**Electron attachment to SO₃ across basis sets and functionals**

The table holds the vertical electron affinity, the adiabatic value without zero-point energy, the vertical value at the anion structure and the LUMO energy of neutral SO₃, from PySCF DFT at seven PBE0-D3(BJ) basis sets and at LDA and M06-L with ma-def2-TZVP, all on PBE0-D3(BJ)/ma-def2-SVP structures. The program tests whether the vertical affinity follows the LUMO, whether diffuse functions alone explain the basis dependence, and how an additive model of shifts in the four underlying energies performs. The negative of the LUMO energy exceeds the vertical affinity by 2.08 to 3.19 eV, and a line through the PBE0 rows scatters by 0.29 eV. A least-squares fit to the 21 PBE0 values gives 0.64 eV for diffuse functions, 0.28 eV for the planar structure and 0.34 eV for the planar anion alone, with an rms residual of 0.03 eV against 0.13 eV for diffuse functions alone. The fit rests on three groups of bases, so it sorts the shifts without establishing their causes; LDA and M06-L are not fitted and their offsets are printed.

Electron attachment to gas-phase SO₃ (neutral singlet to doublet anion), calculated with PySCF 2.14.0 as differences of non-relativistic DFT total energies at the levels listed. Neutral and anion structures were each optimised with PBE0-D3(BJ)/ma-def2-SVP. Positive values in the three energy-difference columns mean that the electron is bound.

## Analysis program

```python
# Table: electron attachment to SO3 (vertical VEA, adiabatic AEA without zero point, vertical at the anion
# structure VDE, neutral LUMO; eV), PySCF DFT at nine levels, fixed PBE0-D3(BJ)/ma-def2-SVP geometries.
# Tested: VEA against -LUMO; diffuse functions alone; additive basis shifts d, g, p of the four-point energies.
T = {
    'system': ['PBE0-D3(BJ)/6-31G(d)', 'PBE0-D3(BJ)/def2-SV(P)', 'M06-L/ma-def2-TZVP', 'PBE0-D3(BJ)/6-31+G(d)', 'PBE0-D3(BJ)/def2-SVPD', 'PBE0-D3(BJ)/6-311++G(2d,2p)', 'PBE0-D3(BJ)/ma-def2-TZVP', 'PBE0-D3(BJ)/jun-cc-pV(T+d)Z', 'LDA/ma-def2-TZVP'],
    'integration_grid_level': ['2', '2', '3', '2', '2', '2', '2', '2', '2'],
    'vertical_electron_affinity': [-0.22, -0.15, 0.17, 0.41, 0.44, 0.77, 0.79, 0.79, 0.99],  # eV
    'adiabatic_without_zero_point': [1.9, 1.84, 1.74, 2.54, 2.56, 2.31, 2.22, 2.23, 2.19],  # eV
    'vertical_at_product_structure': [3.16, 3.15, 3.23, 3.79, 3.84, 3.77, 3.77, 3.77, 3.56],  # eV
    'parent_lumo_energy': [-2.6, -2.7, -3.24, -2.99, -3.02, -2.87, -2.87, -2.88, -4.18],  # eV
}
import numpy as np
from scipy.constants import e, epsilon_0, pi
S = T['system']
nm = [s.replace('-D3(BJ)', '') for s in S]
Y = np.array([T['vertical_electron_affinity'], T['adiabatic_without_zero_point'], T['vertical_at_product_structure']], float).T
L = np.array(T['parent_lumo_energy'], float)
ix = lambda k: nm.index(k)
pb = np.array([s.startswith('PBE0') for s in nm])
tz = np.array([any(k in s for k in ('TZVP', '6-311', 'T+d')) for s in nm])
df = np.array([not (s.endswith('6-31G(d)') or s.endswith('SV(P)')) for s in nm])
gap, ra, rn = -L - Y[:, 0], Y[:, 1] - Y[:, 0], Y[:, 2] - Y[:, 1]
f3 = lambda v: ' '.join('%+.2f' % x for x in v)
rms = lambda r: float(np.sqrt(np.mean(np.square(r))))
print('All energies in eV; table rounded to 0.01 (rms rounding 0.003, differences good to 0.01)')
print('level: -LUMO-VEA | anion relaxation | neutral relaxation | sum | ratio anion/neutral')
for i, s in enumerate(nm):
    print('%-24s %.2f | %.2f | %.2f | %.2f | %.2f' % (s, gap[i], ra[i], rn[i], ra[i] + rn[i], ra[i] / rn[i]))
print('Spread over all rows, VEA AEA VDE LUMO: %.2f %.2f %.2f %.2f' % (*np.ptp(Y, axis=0), np.ptp(L)))
for lab, m in (('all 9 rows', np.ones(len(S), bool)), ('7 PBE0 rows', pb)):
    c = np.polyfit(-L[m], Y[m, 0], 1); r = Y[m, 0] - np.polyval(c, -L[m]); w = np.argmax(abs(r))
    print('VEA on -LUMO, %s: slope %.2f, rms %.2f, worst %+.2f (%s)' % (lab, c[0], rms(r), r[w], np.array(nm)[m][w]))
t0, tl, tm = ix('PBE0/ma-def2-TZVP'), ix('LDA/ma-def2-TZVP'), ix('M06-L/ma-def2-TZVP')
semi = (gap[tl] + gap[tm]) / 2
print('Gap at ma-def2-TZVP: semilocal mean %.2f; times 0.75 = %.2f; PBE0 found %.2f' % (semi, 0.75 * semi, gap[t0]))
print('Radius R with e^2/(8 pi eps0 R) = semilocal gap: %.1f angstrom (size only)' % (e / (8 * pi * epsilon_0 * semi) * 1e10))
G = [pb & ~df, pb & df & ~tz, pb & tz]
M = [np.append(Y[g].mean(0), L[g].mean()) for g in G]
print('PBE0 group means and steps, order VEA AEA VDE LUMO')
for lab, v in zip(('DZ, no diffuse', 'DZ, diffuse', 'TZ, diffuse'), M): print('  %-22s %s' % (lab, f3(v)))
s1, s2 = M[1] - M[0], M[2] - M[1]
print('  step: add diffuse      %s' % f3(s1))
print('  step: DZ to TZ         %s' % f3(s2))
for a, b in (('6-31G(d)', '6-31+G(d)'), ('def2-SV(P)', 'def2-SVPD'), ('6-31+G(d)', 'jun-cc-pV(T+d)Z')):
    i, j = ix('PBE0/' + a), ix('PBE0/' + b)
    print('  %s to %s: %s' % (a, b, f3(np.append(Y[j] - Y[i], L[j] - L[i]))))
print('DZ to TZ: anion relaxation %+.2f, neutral relaxation %+.2f' % (s2[1] - s2[0], s2[2] - s2[1]))
print('AEA, no diffuse minus TZ: %+.2f = %+.2f (diffuse) %+.2f (zeta)' % (M[0][1] - M[2][1], -s1[1], -s2[1]))
rows = np.where(pb)[0]
X = np.array([[k == 0, k == 1, k == 2, df[i], -1.0 * (tz[i] and k == 1), tz[i] and k == 0] for i in rows for k in range(3)], float)
y = Y[rows].ravel()
print('Additive fits to 21 PBE0 values (three column constants plus shifts)')
for n, lab in ((4, 'd'), (5, 'd g'), (6, 'd g p')):
    c = np.linalg.lstsq(X[:, :n], y, rcond=None)[0]; R = (y - X[:, :n] @ c).reshape(-1, 3)
    print('  %s = %s; rms %.3f; rms VEA AEA VDE %.3f %.3f %.3f; worst %.2f' % (lab, f3(c[3:]), rms(R), rms(R[:, 0]), rms(R[:, 1]), rms(R[:, 2]), abs(R).max()))
print('Residuals of the d g p fit, VEA AEA VDE')
for i, r in zip(rows, R): print('  %-24s %s' % (nm[i], f3(r)))
pred = c[:3] + c[3] + np.array([c[5], -c[4], 0.0])
for i in (tm, tl):
    print('%s not fitted: minus fit %s; minus PBE0 same basis %s' % (nm[i], f3(Y[i] - pred), f3(Y[i] - Y[t0])))
# vertical ionisation energies (eV), typed from the further outputs of the same runs
ie = {'def2-SV(P)': 12.6892, '6-31+G(d)': 12.7927, 'jun-cc-pV(T+d)Z': 12.7809}
print('Control, PBE0 vertical ionisation: def2-SV(P) to 6-31+G(d) %+.2f; 6-31+G(d) to jun-cc-pV(T+d)Z %+.2f'
      % (ie['6-31+G(d)'] - ie['def2-SV(P)'], ie['jun-cc-pV(T+d)Z'] - ie['6-31+G(d)']))
assert gap.min() > 0 and gap[t0] < min(gap[tl], gap[tm])
assert s1[:3].min() > 0.5 and np.ptp(s1[:3]) < 0.15
assert s2[0] > 0.2 and s2[1] < -0.2 and abs(s2[2]) < 0.1
assert s2[3] > 0
```

It prints:

```
All energies in eV; table rounded to 0.01 (rms rounding 0.003, differences good to 0.01)
level: -LUMO-VEA | anion relaxation | neutral relaxation | sum | ratio anion/neutral
PBE0/6-31G(d)            2.82 | 2.12 | 1.26 | 3.38 | 1.68
PBE0/def2-SV(P)          2.85 | 1.99 | 1.31 | 3.30 | 1.52
M06-L/ma-def2-TZVP       3.07 | 1.57 | 1.49 | 3.06 | 1.05
PBE0/6-31+G(d)           2.58 | 2.13 | 1.25 | 3.38 | 1.70
PBE0/def2-SVPD           2.58 | 2.12 | 1.28 | 3.40 | 1.66
PBE0/6-311++G(2d,2p)     2.10 | 1.54 | 1.46 | 3.00 | 1.05
PBE0/ma-def2-TZVP        2.08 | 1.43 | 1.55 | 2.98 | 0.92
PBE0/jun-cc-pV(T+d)Z     2.09 | 1.44 | 1.54 | 2.98 | 0.94
LDA/ma-def2-TZVP         3.19 | 1.20 | 1.37 | 2.57 | 0.88
Spread over all rows, VEA AEA VDE LUMO: 1.21 0.82 0.69 1.58
VEA on -LUMO, all 9 rows: slope 0.52, rms 0.34, worst -0.44 (PBE0/6-31G(d))
VEA on -LUMO, 7 PBE0 rows: slope 2.02, rms 0.29, worst +0.34 (PBE0/ma-def2-TZVP)
Gap at ma-def2-TZVP: semilocal mean 3.13; times 0.75 = 2.35; PBE0 found 2.08
Radius R with e^2/(8 pi eps0 R) = semilocal gap: 2.3 angstrom (size only)
PBE0 group means and steps, order VEA AEA VDE LUMO
  DZ, no diffuse         -0.18 +1.87 +3.16 -2.65
  DZ, diffuse            +0.42 +2.55 +3.81 -3.00
  TZ, diffuse            +0.78 +2.25 +3.77 -2.87
  step: add diffuse      +0.61 +0.68 +0.66 -0.35
  step: DZ to TZ         +0.36 -0.30 -0.04 +0.13
  6-31G(d) to 6-31+G(d): +0.63 +0.64 +0.63 -0.39
  def2-SV(P) to def2-SVPD: +0.59 +0.72 +0.69 -0.32
  6-31+G(d) to jun-cc-pV(T+d)Z: +0.38 -0.31 -0.02 +0.11
DZ to TZ: anion relaxation -0.65, neutral relaxation +0.25
AEA, no diffuse minus TZ: -0.38 = -0.68 (diffuse) +0.30 (zeta)
Additive fits to 21 PBE0 values (three column constants plus shifts)
  d = +0.65; rms 0.129; rms VEA AEA VDE 0.169 0.144 0.025; worst 0.20
  d g = +0.72 +0.31; rms 0.097; rms VEA AEA VDE 0.158 0.034 0.044; worst 0.20
  d g p = +0.64 +0.28 +0.34; rms 0.028; rms VEA AEA VDE 0.024 0.035 0.023; worst 0.06
Residuals of the d g p fit, VEA AEA VDE
  PBE0/6-31G(d)            -0.02 +0.01 +0.01
  PBE0/def2-SV(P)          +0.05 -0.05 -0.00
  PBE0/6-31+G(d)           -0.03 +0.01 -0.00
  PBE0/def2-SVPD           -0.00 +0.03 +0.05
  PBE0/6-311++G(2d,2p)     -0.01 +0.06 -0.02
  PBE0/ma-def2-TZVP        +0.01 -0.03 -0.02
  PBE0/jun-cc-pV(T+d)Z     +0.01 -0.02 -0.02
M06-L/ma-def2-TZVP not fitted: minus fit -0.61 -0.51 -0.56; minus PBE0 same basis -0.62 -0.48 -0.54
LDA/ma-def2-TZVP not fitted: minus fit +0.21 -0.06 -0.23; minus PBE0 same basis +0.20 -0.03 -0.21
Control, PBE0 vertical ionisation: def2-SV(P) to 6-31+G(d) +0.10; 6-31+G(d) to jun-cc-pV(T+d)Z -0.01
```
